\section*{Brueckner orbitals and the K $4s$ hyperfine constant: a double counting}

\textbf{The attempt in the third section is wrong.} It gives $A=228$~MHz for a model of the $^{39}$K $4s_{1/2}$ magnetic dipole constant, where the same model, treated correctly, gives 205~MHz. The two sections before it are correct and set up the tools.

\subsection*{Conventions and the Brueckner equation}

Atomic units are used, except that hyperfine constants are in MHz. The interaction is $H_{\rm hfs}=hA\,\mathbf I\cdot\mathbf J$, and for a nonrelativistic $s$ electron
\begin{equation}
A=\frac{2\mu_0}{3h}\,g_e\mu_B\,g_I\mu_N\,|\psi(0)|^2 \qquad (\text{SI},\ g_e>0).
\end{equation}
The relativistic operator samples $r\lesssim 1/Z_{\rm nuc}$ instead of one point, and we call it a contact operator as well. We write $t$ for the one-electron operator scaled so that $A=\langle t\rangle$. The Hamiltonian $h_{\rm HF}$ contains the frozen Hartree--Fock potential of the closed core ($V^{N-1}$), with eigenstates $|i\rangle$, $\varepsilon_i$ and valence state $|v\rangle$. Orders of a matrix element are counted so that $t_{vv}$ is first order and each residual Coulomb line adds one. Radial matrix elements are real.

With core labels $a,b$, excited labels $m,n$ and antisymmetrised Coulomb integrals $\tilde g$, the second-order self-energy (correlation potential) is
\begin{equation}
\Sigma_{ij}(\varepsilon)=\frac12\sum_{amn}\frac{\tilde g_{iamn}\tilde g_{mnja}}{\varepsilon+\varepsilon_a-\varepsilon_m-\varepsilon_n}
+\frac12\sum_{abm}\frac{\tilde g_{imab}\tilde g_{abjm}}{\varepsilon+\varepsilon_m-\varepsilon_a-\varepsilon_b}.
\label{sigma}
\end{equation}
It holds two Coulomb lines. The Brueckner orbital solves
\begin{equation}
\left[h_{\rm HF}+\Sigma(\varepsilon)-\varepsilon\right]\psi=0 .
\label{br}
\end{equation}
Set $\langle v|\psi\rangle=1$ for the moment and project Eq.~\eqref{br} on $|v\rangle$ and on $Q=1-|v\rangle\langle v|$:
\begin{equation}
\varepsilon=\varepsilon_v+\langle v|\Sigma|\psi\rangle,\qquad
|\psi\rangle=|v\rangle+G\Sigma|\psi\rangle=\sum_{k=0}^{\infty}(G\Sigma)^k|v\rangle,\qquad
G=\frac{Q}{\varepsilon-h_{\rm HF}} .
\label{chain}
\end{equation}
Solving Eq.~\eqref{br} therefore sums the chains $\Sigma$, $\Sigma G\Sigma$, $\Sigma G\Sigma G\Sigma,\dots$ to all orders. From here on $\psi_B$ is the solution normalised to unity and $\varepsilon_B$ its energy.

A static matrix element is the derivative of the level energy in a field $\eta t$, and the closed core alone has no first-order hyperfine energy. The field changes $h_{\rm HF}$ by $\eta(t+\delta V)$, where $\delta V$ is the core-polarisation (RPA) potential, and it changes $\Sigma$ both directly and through $\varepsilon$. The Hellmann--Feynman theorem applied to Eq.~\eqref{br} gives $d\varepsilon/d\eta=\langle t+\delta V\rangle+\langle\partial_\eta\Sigma\rangle+\langle\partial_\varepsilon\Sigma\rangle\,d\varepsilon/d\eta$, so
\begin{equation}
A=\mathcal Z\left[\langle\psi_B|t+\delta V|\psi_B\rangle+\langle\psi_B|\partial_\eta\Sigma|\psi_B\rangle\right],\qquad
\mathcal Z=\frac{1}{1-\langle\psi_B|\partial_\varepsilon\Sigma|\psi_B\rangle}.
\label{master}
\end{equation}
The second term is structural radiation, the field acting inside $\Sigma$. The factor $\mathcal Z$ is the quasiparticle norm. The numerators of a diagonal element of Eq.~\eqref{sigma} are squares, so $\langle\partial_\varepsilon\Sigma\rangle<0$ and $\mathcal Z<1$. The quantity $-\langle\partial_\varepsilon\Sigma\rangle$ is the weight of the eliminated configurations relative to the one-particle part.

\subsection*{Energy-based scaling}

Write $\varepsilon=-1/(2\nu^2)$. Semiclassically the radial function is $u(r)\simeq C\,k^{-1/2}\sin\phi(r)$ with local momentum $k(r)$. Replacing $\sin^2\phi$ by $1/2$ and taking $k$ from the Coulomb tail of unit charge, where the electron spends most of its time,
\begin{equation}
1=\frac{C^2}{2}\int_0^{2\nu^2}\frac{dr}{\sqrt{2/r-1/\nu^2}}=\frac{C^2}{2}\,\pi\nu^3 .
\end{equation}
Deep in the core the potential far exceeds $|\varepsilon|$, so the shape of $u$ is fixed and only $C^2\propto\nu^{-3}$ changes. This is the scaling of the Fermi--Segr\`e formula:
\begin{equation}
A\propto\nu^{-3}\propto|\varepsilon|^{3/2},\qquad
\frac{\delta A}{A}\simeq\frac32\,\frac{\delta\varepsilon}{\varepsilon}.
\label{scal}
\end{equation}
It assumes a local potential, semiclassical motion and a negligible time spent in the core. For $\nu<2$ with nonlocal exchange it is an estimate only.

To model the chains, freeze $\Sigma$ at $\varepsilon_v$, scale it as $\lambda\Sigma$, and assume that it too samples only the inner amplitude, so that $\langle\Sigma\rangle_\lambda=\Sigma_{vv}(\nu_0/\nu)^3$. Since $d\varepsilon/d\lambda=\langle\Sigma\rangle_\lambda$ and also $d\varepsilon/d\lambda=\nu^{-3}d\nu/d\lambda$, the slope $d\nu/d\lambda=\nu_0^3\Sigma_{vv}$ is constant. With $x=\Sigma_{vv}/\varepsilon_v$,
\begin{equation}
\nu=\nu_0\left(1-\frac{\lambda x}{2}\right),\qquad
\frac{\varepsilon(\lambda)}{\varepsilon_v}=\left(1-\frac{\lambda x}{2}\right)^{-2},\qquad
\frac{A_B(\lambda)}{A_0}=\left(1-\frac{\lambda x}{2}\right)^{-3},
\label{model}
\end{equation}
where $A_0=\langle v|t+\delta V|v\rangle$ and $A_B=\langle\psi_B|t+\delta V|\psi_B\rangle$. The potential $\delta V$ acts inside the core, so we let it scale with $C^2$ like $t$.

The inputs are approximate values typical of Dirac--Hartree--Fock based work on K $4s$: $\varepsilon_v\approx-0.1475$, $\Sigma_{vv}\approx-0.0125$, $t_{vv}\approx147$~MHz and $A_0\approx180$~MHz. They give $\nu_0=1.841$ and $x=0.0847$. All results below are the model's.

\subsection*{The wrong attempt}

\textbf{This section contains the mistake and must not be used as a recipe.}

W1. Solve the Brueckner equation. Equation~\eqref{model} at $\lambda=1$ gives $\nu_B=1.763$ and $\varepsilon_B=-0.1608$.

W2. Take the RPA-dressed matrix element between Brueckner orbitals:
\begin{equation}
A_B=1.139\,A_0=205\ \text{MHz}.
\end{equation}

W3. Argue that first order and the RPA chain are now included, and that third order is still to come. Its largest class is the Brueckner-orbital diagram, here with the dressed vertex,
\begin{equation}
T_3=2\sum_{i\ne v}\frac{(t+\delta V)_{vi}\,\Sigma_{iv}(\varepsilon_v)}{\varepsilon_v-\varepsilon_i},
\label{t3}
\end{equation}
where $i$ runs over all other states of the same symmetry, core states included. It is linear in $\Sigma$, and Eq.~\eqref{scal} with $\delta\varepsilon=\Sigma_{vv}$ estimates it as $T_3=\tfrac32xA_0=0.127\,A_0=23$~MHz.

W4. Add the two:
\begin{equation}
A_{\rm wrong}=A_B+T_3=228\ \text{MHz}\qquad(\text{wrong}).
\label{wrong}
\end{equation}

\subsection*{The symptom}

The attempt contradicts its own premise. It assumed $A\propto|\varepsilon|^{3/2}$, yet its output has
\begin{equation}
\frac{\ln(A_{\rm wrong}/A_0)}{\ln(\varepsilon_B/\varepsilon_v)}=2.7 .
\end{equation}
With $\Sigma\to\lambda\Sigma$ the recipe reads $(1-\lambda x/2)^{-3}+\tfrac32\lambda x$ in units of $A_0$, and the exponent tends to exactly 3 as $\lambda\to0$. A clean factor of two in the weak-coupling limit points to a term counted twice.

An exactly solvable case settles the matter without semiclassics. Take hydrogen $1s$, $h=-\tfrac12\nabla^2-1/r$, $\psi_v=e^{-r}/\sqrt\pi$, $\varepsilon_v=-\tfrac12$, $t=\delta^3(\mathbf r)$, and a local mock self-energy $U(r)$ that depends on neither energy nor field. There is no core, $\mathcal Z=1$, and Eq.~\eqref{master} says that the density $\rho=|\psi_B(0)|^2$ is the exact answer. To sum Eq.~\eqref{t3}, define $f$ by $f\psi_v=\sum_{i\neq v}\psi_i\,\psi_i(0)/[\psi_v(0)(\varepsilon_v-\varepsilon_i)]$. Acting with $\varepsilon_v-h$ and using completeness gives $\tfrac12f''+(1/r-1)f'=-1$ for $r>0$, a source $\delta^3(\mathbf r)/\psi_v(0)$ at the origin, and $\langle f\rangle=0$. The solution is
\begin{equation}
f(r)=-\frac1{2r}+\ln 2r+r+\gamma_E-\frac52,\qquad
\frac{T_3}{\rho_0}=2\langle Uf\rangle,
\label{kernel}
\end{equation}
with Euler's constant $\gamma_E$, $\rho_0=1/\pi$ and averages over $\psi_v^2$. For $U=-s/r$ the integral is $\langle f/r\rangle=-\tfrac32$, so $T_3/\rho_0=3s$. The exact solution is hydrogenic with charge $1+s$, so $\rho/\rho_0=(1+s)^3$ and $\varepsilon/\varepsilon_v=(1+s)^2$. The diagram $3s$ is the linear term of the exact density. At $s=0.05$ the exact ratio is 1.158, while the recipe of Eq.~\eqref{wrong} returns $(1+s)^3+3s=1.308$.

Equation~\eqref{kernel} also shows the limits of the factor $3/2$. Since $\delta\varepsilon/\varepsilon_v=-2\langle U\rangle$, the exponent is $p=-\langle Uf\rangle/\langle U\rangle$. It equals $3/2$ for $U\propto1/r$, but for a thin shell at radius $r_0$ it is $-f(r_0)$, which is 2.42 at $r_0=0.5$ and 0.73 at $r_0=1$. The exponent depends on where $\Sigma$ acts. It exposes the mistake inside the scaling model, where $3/2$ holds by construction, but an exponent well above $3/2$ in the output of a many-body code proves nothing. For a code, run with $\lambda\Sigma$ at small $\lambda$, frozen in energy and without structural radiation, and form $[A(\lambda)-A(0)]/(\lambda T_3)$. This ratio must tend to 1, and the recipe makes it tend to 2.

\subsection*{The faulty line}

The fault is W4, prompted by the claim in W3 that third order is absent from W2. Insert the chain of Eq.~\eqref{chain} with $\lambda\Sigma$ into the matrix element. The $k=1$ term is $\lambda\sum_{i\ne v}|i\rangle\Sigma_{iv}/(\varepsilon_v-\varepsilon_i)+O(\lambda^2)$. It is orthogonal to $|v\rangle$, so the norm $\langle\psi|\psi\rangle$ changes only at $O(\lambda^2)$, and
\begin{equation}
A_B(\lambda)=\frac{\langle\psi|t+\delta V|\psi\rangle}{\langle\psi|\psi\rangle}
=A_0+2\lambda\sum_{i\ne v}\frac{(t+\delta V)_{vi}\Sigma_{iv}}{\varepsilon_v-\varepsilon_i}+O(\lambda^2)
=A_0+\lambda T_3+O(\lambda^2).
\label{expand}
\end{equation}
The diagram is the first link of the chain, once in the bra and once in the ket. The value of $T_3$ in W3 is right, and so is $A_B$ in W2. Their sum is $A_0+2\lambda T_3+O(\lambda^2)$. The formula for $A_B$ looks like a lowest-order expression, but the orbitals carry two Coulomb lines with each $\Sigma$. Equation~\eqref{master} is the complete list for a given $\Sigma$, and it has no place for $T_3$.

\subsection*{The mended calculation}

Third-order diagrams fall into four classes: RPA iterations, the Brueckner-orbital class, structural radiation and normalisation. With $\psi_B$ and $\delta V$ in use, the first two are already summed. Only the last two may be added:
\begin{equation}
A=\langle\psi_B|t+\delta V|\psi_B\rangle+A_{\rm SR}+A_{\rm norm},\qquad
A_{\rm norm}\simeq A_B\,\langle\partial_\varepsilon\Sigma\rangle .
\end{equation}
The normalisation term is the expansion of $\mathcal Z$ and is not contained in a unit-normalised $\psi_B$. A code that returns the full third order must have its Brueckner and RPA parts removed first. The alternative is to stay with Hartree--Fock orbitals and write $A_0+T_3+A_{\rm SR}+A_{\rm norm}$, which omits the higher links.

Expanding Eq.~\eqref{model} at $\lambda=1$,
\begin{equation}
\frac{A_B}{A_0}=1+\frac32x+\frac32x^2+\dots,
\end{equation}
whose linear term is $T_3/A_0$, as Eq.~\eqref{expand} requires. The bookkeeping in MHz is
\begin{center}
\begin{tabular}{lcc}
 & mended & wrong\\
$A_0$ (input) & 180 & 180\\
$T_3$, inside $\psi_B$ & 23 & 23\\
higher links, inside $\psi_B$ & 2 & 2\\
$T_3$, added by hand & none & 23\\
total & 205 & 228
\end{tabular}
\end{center}

The omitted terms compete with the higher links but not with $T_3$. For a rough size take $\langle\partial_\varepsilon\Sigma\rangle\approx-|\Sigma_{vv}|/\Delta E$ with an illustrative excitation energy $\Delta E\approx1.5$. This gives $-0.008$, $\mathcal Z=0.992$, and a lowering of $A$ by about 2~MHz. Structural radiation carries two core-excitation denominators like $\partial_\varepsilon\Sigma$, so power counting places it at a similar size, while its sign and value need a calculation. Evaluating $\Sigma$ at $\varepsilon_B$ instead of $\varepsilon_v$ shifts the energy by $(\varepsilon_B-\varepsilon_v)\langle\partial_\varepsilon\Sigma\rangle$, which lowers $A$ by 0.2~MHz through Eq.~\eqref{scal}. The last digit of 205~MHz is thus uncertain within the model, and none of these terms touches the double counting.

\subsection*{Size of the error}

The error equals $T_3$. In the model it is $+23$~MHz, or 11\% of the mended 205~MHz, and it turns a Brueckner enhancement of 14\% into 27\%. For $I=3/2$ and $J=1/2$ the $F=2$ to $F=1$ interval is $2A$, so it comes out 46~MHz too large. If the extra diagram is the strict third-order one with the bare vertex, the error is $\tfrac32x\,t_{vv}=19$~MHz.

As typical knowledge, not as a measurement, the scaling model falls short for this state by about a factor of two: many-body calculations with second-order Brueckner orbitals typically raise the RPA value of the K $4s$ constant by roughly 30\%, so the same double counting in such a calculation costs of order 50~MHz. The model's wrong 27\% resembles that typical enhancement by accident, which is why the $\lambda\to0$ ratio, and not the plausibility of the total, is the test to apply.